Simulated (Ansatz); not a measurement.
## Piezoelectric response of YBiO2F2 in the P-4m2 structure, calculated with Ansatz

Space group P-4m2 (No. 115), 6 atoms in the cell of the first input below: a = 3.868 Å, b = 3.868 Å, c = 5.561 Å, α = 90.00°, β = 90.00°, γ = 90.00°.

The structure comes from the Materials Project database of computed cells (whether it is a measured phase wasn't checked), relaxed without spin–orbit coupling to zero pressure (pressure 0.0 GPa with this functional, without spin–orbit coupling). Functional: PBEsol.

Input:

```yaml
crystal:
  lattice:
    - [3.8683998169, 0.0, 0.0]
    - [0.0, 3.8683998169, 0.0]
    - [0.0, 0.0, 5.5614907502]
  atoms:
    - { symbol: Bi, position: [0.5, 0.5, 0.5] }
    - { symbol: F, position: [0.0, 0.5, 0.2155393024] }
    - { symbol: F, position: [0.5, 0.0, 0.7844606976] }
    - { symbol: O, position: [0.0, 0.5, 0.7451596564] }
    - { symbol: O, position: [0.5, 0.0, 0.2548403436] }
    - { symbol: "Y", position: [0.0, 0.0, 0.0] }
basis:
  ecutwfc: 420
  ecutrho_ratio: 4
kpoints:
  mp_grid: { grid: [8, 8, 6] }
hamiltonian:
  xc: pbesol
scf:
  occupations: { method: fixed }
output:
  forces: true
  stress: true
  eigenvalues: true
  polarization: {}
elastic:
  mode: relaxed_ion
  stencil: two_point
```

```bash
ansatz run input.yaml --threads 8 --pin off --max-ram 15360MiB --backend cpu --events-out ev --progress --plain --runs-dir out
```

Time: 3.9 min on 8 threads of Arm Neoverse V1, with other jobs on the host, peak memory 0.8 GiB.

Elastic constants with relaxed ions (GPa, engineering shears):

```csv
,xx,yy,zz,yz,xz,xy
xx,193.4,129.7,77.7,0.0,0.0,0.0
yy,129.7,193.4,77.7,0.0,0.0,0.0
zz,77.7,77.7,219.5,0.0,0.0,0.0
yz,0.0,0.0,0.0,28.3,0.0,0.0
xz,0.0,0.0,0.0,0.0,28.3,0.0
xy,0.0,0.0,0.0,0.0,0.0,80.4
```

Proper piezoelectric stress tensor e (C/m²):

|  | xx | yy | zz | yz | xz | xy |
| --- | --- | --- | --- | --- | --- | --- |
| x | 0.000 | 0.000 | 0.000 | 0.000 | -1.796 | 0.000 |
| y | 0.000 | 0.000 | 0.000 | 1.796 | 0.000 | 0.000 |
| z | -1.678 | 1.678 | 0.000 | 0.000 | 0.000 | 0.000 |

Signs follow the polarity of the cell as typed: the inverted crystal has all signs reversed.

Which piezoelectric strain constant d is largest in size (symmetry may tie others with it)?

d = e C⁻¹ gives d(x; xz) = -63.5 pC/N, tied by symmetry with others. It is large because the crystal is soft to this strain: 1/(C⁻¹) for xz is 28.3 GPa, against 220 GPa for the stiffest diagonal constant.

|  | xx | yy | zz | yz | xz | xy |
| --- | --- | --- | --- | --- | --- | --- |
| x | 0.0 | 0.0 | 0.0 | 0.0 | -63.5 | 0.0 |
| y | 0.0 | 0.0 | 0.0 | 63.5 | 0.0 | 0.0 |
| z | -26.4 | 26.4 | 0.0 | 0.0 | 0.0 | 0.0 |

Caveats: no phonons were computed, so distortions that enlarge the cell are untested, and the real phase may be another, perhaps a centrosymmetric one without piezoelectricity; no spin-orbit coupling, which matters for these elements.

The large shear coefficient, -63.5 pC/N against -26.4 pC/N for the in-plane response, reflects compliance more than coupling, since the underlying stress coefficients are similar, at -1.796 and -1.678 C/m². The in-plane response is governed by the difference between 193.4 and 129.7 GPa, which is itself modest but still well above the shear constant of 28.3 GPa.

The atomic positions describe a fluorite-like network in which the ordering of oxide and fluoride removes inversion symmetry; with identical anions at idealised positions, the response would vanish. The structure is piezoelectric but not polar, and its equal and opposite in-plane coefficients cancel under hydrostatic pressure.

The size of the stress coefficients probably comes from anions and Bi shifting against each other under strain, helped by Bi 6p–O 2p covalency. The site symmetry of Bi forbids the on-site s–p mixing that would push its lone pair to one side, so a static lone-pair dipole isn't the source. Without a clamped-ion calculation, the ionic and electronic shares remain unseparated.
